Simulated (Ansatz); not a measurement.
# C: energy above lowest point as volume scale varies

Results calculated with Ansatz 0.2.0, not measured. Free energy against uniform scaling of the volume at fixed shape and fractions; periodic cell, basis, potentials, k mesh and filling as listed.

The cell before it is scaled or strained (space group Fmmm, No. 69):
```
C
1.0
      0.0000     2.1270     3.3480
      1.2280     0.0000     3.3480
      1.2280     2.1270     0.0000
C
2
Direct
  0.16667 0.83333 0.16667
  0.83333 0.16667 0.83333
```

Settings of every row: functional r2SCAN; dispersion none; accuracy medium; potentials PAW; wave cutoff 380 eV; density cutoff 1520 eV; k mesh 14x14x14; k shift 0x0x0; occupations methfessel paxton; smearing width 0.1 eV; spin none.

Limits: a layered crystal: even scaling strains the bonds within the layers, so this curve is stiffer than the crystal under pressure; coarse k mesh, up to 40 meV an atom off; cutoff under the advised one.

| row | volume scale | V (Å³/atom) | energy above lowest point (meV/atom) |
| --- | --- | --- | --- |
| 1 | 0.88 | 7.695 | 141.2 |
| 2 | 0.92 | 8.045 | 59.5 |
| 3 | 0.96 | 8.395 | 14.5 |
| 4 | 1 | 8.745 | 0 |
| 5 | 1.04 | 9.095 | ? |
| 6 | 1.08 | 9.444 | 43.1 |
| 7 | 1.12 | 9.794 | 92.9 |

Question: what energy above lowest point should row 5 give?

Worked fit of energy above lowest point. Take u = (V_r/V)^(2/3) − 1 with V_r = 8.57 Å³ an atom, which is twice the finite (Eulerian) strain; such expansions in the strain, on which the Birch-Murnaghan equation of state is built, carry the rest volume and the bulk modulus. The shown rows have u = 0.07444, 0.04305, 0.01385, -0.01339, -0.06269, -0.08516. Least squares give energy above lowest point = 3.79 + 523.1 × u + 18080 × u² − 4143 × u³ meV/atom; a parabola predicts inner rows, each left out in turn, worse (root mean square 0.63 against 0.058 meV/atom). All shown rows lie on it to the printed digit. Its lowest point lies at u = -0.0144, or V = 8.758 Å³ an atom, and the curvature there gives the bulk modulus at fixed shape and fractions, B = (4/9)(1 + u)² E″(u)/V = 288 GPa. Letting shape and atoms relax would as a rule lower it, by much in layered, chain or molecular crystals. The withheld row has u = -0.03886, so the fit gives 3.79 + 523.1 × (-0.03886) + 18080 × (-0.03886)² − 4143 × (-0.03886)³ = 11.0 meV/atom.

The calculation gave 10.9 meV/atom. The fit lies 0.1 meV/atom (0.071 % of the column's range) above it, one unit of the last digit.
